**The 1s level of aluminium from Al⁺ to Al¹¹⁺**

The eigenvalue $\varepsilon$(1s up) or $\varepsilon$(1s down) is the Kohn–Sham orbital energy of the 1s electron of that spin, and the mean radius is $\langle r\rangle$ of the same orbital. Both come from all-electron, spin-polarised, scalar-relativistic LDA for $Z=13$, with "electrons" equal to $Z$ minus the charge; unpaired electrons are up. The last column, called the gap here, is $\varepsilon$(down) − $\varepsilon$(up).

Two limits govern the use of these numbers. The eigenvalues are not binding energies. For Al¹¹⁺ a non-relativistic Hartree–Fock estimate with one exponent $\zeta=Z-5/16$, $\varepsilon=\zeta^2/2-Z\zeta+5\zeta/8$ hartree, gives −2082.3 eV, and the table's −1999.1 eV lies 83.2 eV higher. Theory assigns most of this to the self-repulsion that LDA leaves uncancelled, which should change little along the series because the orbital hardly changes. Second, open shells are spherical, so the gap is a property of this averaged calculation and not a multiplet splitting.

All-electron Kohn–Sham calculations with Quantum ESPRESSO ld1.x 7.5 for aluminium ions, using spin-polarised, scalar-relativistic LDA (Slater exchange, Perdew–Zunger correlation), spherical densities and a point nucleus. Open shells are filled high-spin, and eigenvalues are negative for bound levels.

```tsv
species	Z	charge (e)	electrons	configuration	eigenvalue (1s up) (eV)	eigenvalue (1s down) (eV)	mean radius (1s up) (bohr)	mean radius (1s down) (bohr)	ε(1s down) − ε(1s up) (eV)
Al+	13	1	12	[Ne] 3s2	-1512.8	-1512.8	0.12062	0.12062	0
Al2+	13	2	11	[Ne] (3s up)1	-1525.5	-1525.3	0.12061	0.12061	0.1534
Al3+	13	3	10	[He] 2s2 2p6	-1539.9	-1539.9	0.12060	0.12060	0
Al4+	13	4	9	[He] 2s2 (2p up)3 (2p down)2	-1584.4	-1582.7	0.12059	0.12049	1.666
Al5+	13	5	8	[He] 2s2 (2p up)3 (2p down)1	-1633.6	-1629.9	0.12055	0.12033	3.738
Al6+	13	6	7	[He] 2s2 (2p up)3	-1687.3	-1680.9	0.12050	0.12009	6.430
Al7+	13	7	6	[He] 2s2 (2p up)2	-1745.0	-1740.1	0.12030	0.11999	4.871
Al8+	13	8	5	[He] 2s2 (2p up)1	-1806.6	-1803.8	0.12005	0.11987	2.818
Al9+	13	9	4	[He] 2s2	-1871.7	-1871.7	0.11971	0.11971	0
Al10+	13	10	3	[He] (2s up)1	-1935.6	-1932.4	0.11945	0.11936	3.268
Al11+	13	11	2	1s2	-1999.1	-1999.1	0.11905	0.11905	0
```

**The steps**

A step is the drop of the spin-averaged level when one electron leaves. The steps are 12.60 and 14.50 eV for 3s, then 43.65, 48.20, 52.35, 58.45, 62.65 and 66.50 eV for 2p, then 62.30 and 65.10 eV for 2s, with a rounding of about 0.1 eV. The level deepens by 486.3 eV, or 32 % of its Al⁺ value, while the radius shrinks by 1.3 %. Tightening of the 1s orbital cannot be the cause: a hydrogenic energy $-Z'^2/2$ with $Z'=1.5/\langle r\rangle$, which runs from 12.436 to 12.600, moves by only 56 eV, 11 % of the drop. Even that is generous, since it changes the nuclear charge along with the orbital; with the nucleus fixed, the energy is nearly stationary against a small change of orbital size.

The simpler system to think of is a thin, uniformly charged spherical shell of radius $R$. Inside it the potential is the constant $q/R$ and the field is zero, so an atom placed there has its levels shifted and its orbitals untouched. An outer electron acts on the 1s electron in nearly this way, with $\langle 1/r\rangle$ in place of $1/R$. The analogy ends in three places: the remaining shells contract when one electron leaves, part of the outer density lies inside the 1s region, and a classical shell has no exchange.

**Model without fitted constants**

In atomic units a hydrogenic orbital has $\langle 1/r\rangle=Z_{\rm eff}/n^2$. Slater's rules supply the contraction: $Z_{\rm eff}=13-2(0.85)-0.35(n_s+n_p-1)$ for $n_s$ 2s and $n_p$ 2p electrons. Penetration is taken from the hydrogenic Coulomb integrals $F^0(1s,2s)=17Z/81$ and $F^0(1s,2p)=59Z/243$ divided by $Z/4$, which gives $p_s=68/81=0.8395$ and $p_p=0.971$. The repulsion felt by a 1s electron is

$$V=\tfrac14 Z_{\rm eff}\,(p_s n_s+p_p n_p),$$

and a step is the difference of $V$ between neighbours. For Al⁹⁺ → Al¹⁰⁺: Al⁹⁺ has $Z_{\rm eff}=10.95$ and $V=10.95\times2\times0.8395/4=4.596$; Al¹⁰⁺ has $Z_{\rm eff}=11.30$ and $V=11.30\times0.8395/4=2.372$. The difference, 2.224 hartree × 27.211 eV = 60.5 eV, is 2.8 % below the table's 62.30 eV. No row was used to adjust anything.

All eight $n=2$ steps come out low, by 0.4 to 2.8 % of the tabulated step (rms 1.8 %). The 3s steps, from $Z_{\rm eff}/9$ per electron with $Z_{\rm eff}=3.85$ and 4.20, are 10.6 and 12.7 eV, low by 16 and 12 %, and a penetration factor, not applied there, would worsen them. The model explains why 3s steps are a fraction of 2p steps but not their size; the further output shows that $\langle1/r\rangle$ of 3s is about a third above Slater's value in both Al⁺ and Al²⁺, which more than covers the shortfall before penetration and the slight contraction of the $n=2$ shells are counted.

**Al³⁺: the first 2p step is small**

Further output of the same calculation gives $F^0(2p,1s)=59.5$ eV in Al³⁺, the step that frozen orbitals would show if exchange is left out, against 43.65 eV in the table. The seven remaining $n=2$ electrons contract and restore part of the potential: in the further output the rise of their summed $\langle1/r\rangle$ is about as large as the difference. Later steps are larger because the leaving electron is already tighter and fewer remain to refill; the model's growth is 4.62 eV per step. Over all six steps the 2p contraction drops out, since every 2p electron has gone, and the integrals close the account: $6F^0(2p,1s)=357.1$ eV less 19.7 eV from the tighter 2s pair is 337.4 eV, 1.7 % above the table's 331.8 eV for Al³⁺ → Al⁹⁺. The lost exchange, sized by Hartree–Fock-type integrals at 5.9 eV, brings this to 331.5 eV; that term is not the LDA term, so the near match is partly luck. The 1s–1s repulsion changes by only 1.3 eV. The model's $V$ is 3.7 % (Al³⁺) and 5.0 % (Al⁹⁺) below the $n=2$ repulsion from the integrals (469.1 and 131.6 eV) and omits exchange, so its 326.8 eV profits from cancellation.

**Al⁹⁺: the step shrinks**

The step out of Al⁹⁺ (62.30 eV) is smaller than the step into it (66.50 eV), although the ion is more highly charged. Without penetration factors the model continues upward to 72.1 and 76.9 eV, 16 and 18 % too high, while it does slightly better on 2p (within 1.4 %). The further output shows the reason directly: in Al⁹⁺ $F^0/\langle1/r\rangle$ is 0.853 for 2s and 0.977 for the empty 2p. The 2s orbital owes part of its $\langle1/r\rangle$ to an inner lobe that overlaps the 1s shell, where the full $1/r$ is not felt. That inner charge screens the nucleus instead, which fits the radius: it falls by $30.5$ and $35.5\times10^{-5}$ bohr per 2s electron, by $6$ to $25\times10^{-5}$ per 2p electron, and by no more than the rounding, $10^{-5}$, per 3s electron. The growth is smooth from 2p to 2s, so the radius is no separate proof.

**Al⁶⁺: the gap**

Exchange lowers 1s up by interaction with the excess up electrons, so the gap is zero in the four closed-shell rows and largest, 6.430 eV, at three unpaired electrons. It is not symmetric: per unpaired 2p electron it rises through 1.666, 1.869, 2.143, 2.436 and 2.818 eV from Al⁴⁺ to Al⁸⁺. A least-squares line of its logarithm against $\ln Z_{\rm eff}$ over these five rows has slope 3.7, with residuals up to 1.3 % that bend systematically and exceed the rounding. Near the nucleus a hydrogenic 2p density scales as $Z_{\rm eff}^5$, damped by its exponential, so a steep power below 5 is reasonable; the value itself depends on Slater's charges. The exchange integral $G^1(2p,1s)$ grows by a factor of 1.64 over the six charges from Al³⁺ to Al⁹⁺, while the gap per unpaired electron grows by a factor of 1.69 over only the four from Al⁴⁺ to Al⁸⁺, so the gap rises faster than the bare integral. In size the gaps of Al⁴⁺ and Al⁸⁺ are 0.64 and 0.66 of the bare $G^1/3$ of the neighbouring closed-shell ions, Al³⁺ and Al⁹⁺, and the 3.268 eV of Al¹⁰⁺ is 0.52 of $G^0(2s,1s)$ in Al⁹⁺. Al¹⁰⁺ has a larger gap than Al⁸⁺, also with one unpaired electron, but this does not show that 2s acts more strongly than 2p. The higher charge seems enough: the fitted 2p line, carried on to the $Z_{\rm eff}=11.30$ of Al¹⁰⁺, already lies above 3.268 eV. The bare terms in Al⁹⁺, 6.30 eV for 2s and 4.27 eV for 2p, would put 2s well ahead, but the LDA gaps show no such lead. That the gaps are smaller than the bare terms may come from the local form of exchange and from opposing correlation; neither is tested here. The 3s electron of Al²⁺ barely reaches the core and gives 0.153 eV.

Each spin's step is the mean step plus or minus half the change of the gap. Hence the up steps fall at the end: $62.30+1.63=63.9$ and $65.10-1.63=63.5$ eV. A smaller kink survives the averaging: successive 2p steps grow by 4.55, 4.15, 6.10, 4.20 and 3.85 eV, with the excess where removal passes from down to up electrons, and Al⁶⁺ → Al⁷⁺ is among the model's two worst $n=2$ steps. The likely cause is that exchange makes up 2p orbitals more compact than down ones. The further output supports it: the up orbital is the more compact in every row with an open 2p shell, and the summed $\langle1/r\rangle$ of the $n=2$ electrons has a somewhat smaller kink at the same place.

In Al⁶⁺ the deeper up orbital is also the larger, 0.12050 against 0.12009 bohr, and up exceeds down in every polarised row except Al²⁺, where they agree to rounding. The unpaired density lies mostly outside the 1s maximum, and in LDA the extra exchange attraction is weakened where the paired 1s density is high. It therefore favours the outer part of the 1s up orbital and pulls it outward.

For a neighbouring element the model predicts the same three groups and the same fall at 2p → 2s, with each step at equal electron count larger by nearly a quarter of a hartree for 2p, and about a fifth for 2s, per added proton. The model says nothing on the gap, but the exchange argument again puts its peak at seven electrons.
